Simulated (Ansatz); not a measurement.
**A ladder of methods for CH6B− (SMILES [H][B-]([H])([H])C)**

The species is CH6B− (8 atoms), meant as a singlet with charge -1. As SMILES, `[H][B-]([H])([H])C`. The coordinates come from a GFN2-xTB relaxation.

```xyz
8

B    -0.0021    0.0030   -0.8203
C     0.0022   -0.0029    0.8288
H    -1.0102    0.0419    1.2453
H     0.5502    0.8499    1.2449
H     0.4697   -0.9054    1.2389
H     1.1515   -0.0352   -1.2491
H    -0.5462    1.0242   -1.2403
H    -0.6150   -0.9757   -1.2483
```

Each level gives the energy change with the C2–H4 bond stretched from 1.096 to 1.644 Å (eV). The values are calculated.

```csv
level,kind,program,value (eV),less FCI/STO-3G,CPU time (all runs)
BLYP/STO-3G (restricted),GGA,Ansatz,2.17,-0.12,1.9 s
revPBE/STO-3G (restricted),GGA,Ansatz,2.23,-0.06,1.9 s
BHLYP/STO-3G (restricted),global hybrid,Ansatz,2.80,+0.51,1.9 s
CAM-B3LYP/STO-3G (restricted),range-separated hybrid,Ansatz,2.61,+0.32,2.3 s
RPA@PBE/STO-3G (restricted),RPA,Ansatz,2.26,-0.03,2.8 s
BCCD(T)/STO-3G (restricted),coupled cluster or CI,Ansatz,2.29,0.00,0.27 s
CCSDT/STO-3G (restricted),coupled cluster or CI,Ansatz,2.29,0.00,0.48 s
CCSDTQ/STO-3G (restricted),coupled cluster or CI,Ansatz,2.29,0.00,10 s
FCI/STO-3G,exact in the basis,Ansatz,2.29,0.00,1.8 min
```

FCI/STO-3G is exact within its basis and frozen core, so for wave-function methods in that basis the difference is their error; functionals converge differently with the basis, so for them it is only a difference. Sets without diffuse functions describe the anion poorly. The first shape isn't each level's own minimum. The values span 2.17 to 2.80 eV. All rows use very small basis sets, so even the best lies far from the true value. Times are those of the runs behind each value, whatever else they computed, on shared processors of several kinds: orders of magnitude only.

Stretching this C–H bond of methylborohydride weakens the overlap between the carbon hybrid and hydrogen 1s, narrowing the σ–σ* gap and strengthening left-right correlation. The coupled-cluster rows all reproduce the exact-in-basis 2.29 eV, so the closed-shell determinant is still a sound reference at 1.644 Å, and quadruple excitations add nothing visible to the energy change. RPA also stays close, at 2.26 eV.

The density functionals separate by their exchange. The two GGAs give 2.17 and 2.23 eV, whereas CAM-B3LYP and BHLYP rise to 2.61 and 2.80 eV. A restricted determinant with exact exchange keeps too much ionic character as the bond lengthens, which raises the cost of stretching. Semilocal exchange partly mimics the missing left-right correlation, so replacing some of it with exact exchange probably accounts for the hybrids' higher values.

The agreement among the coupled-cluster methods at this partial stretch doesn't establish that it would persist to dissociation, where σ and σ* become near-degenerate and a perturbative triples correction can fail.
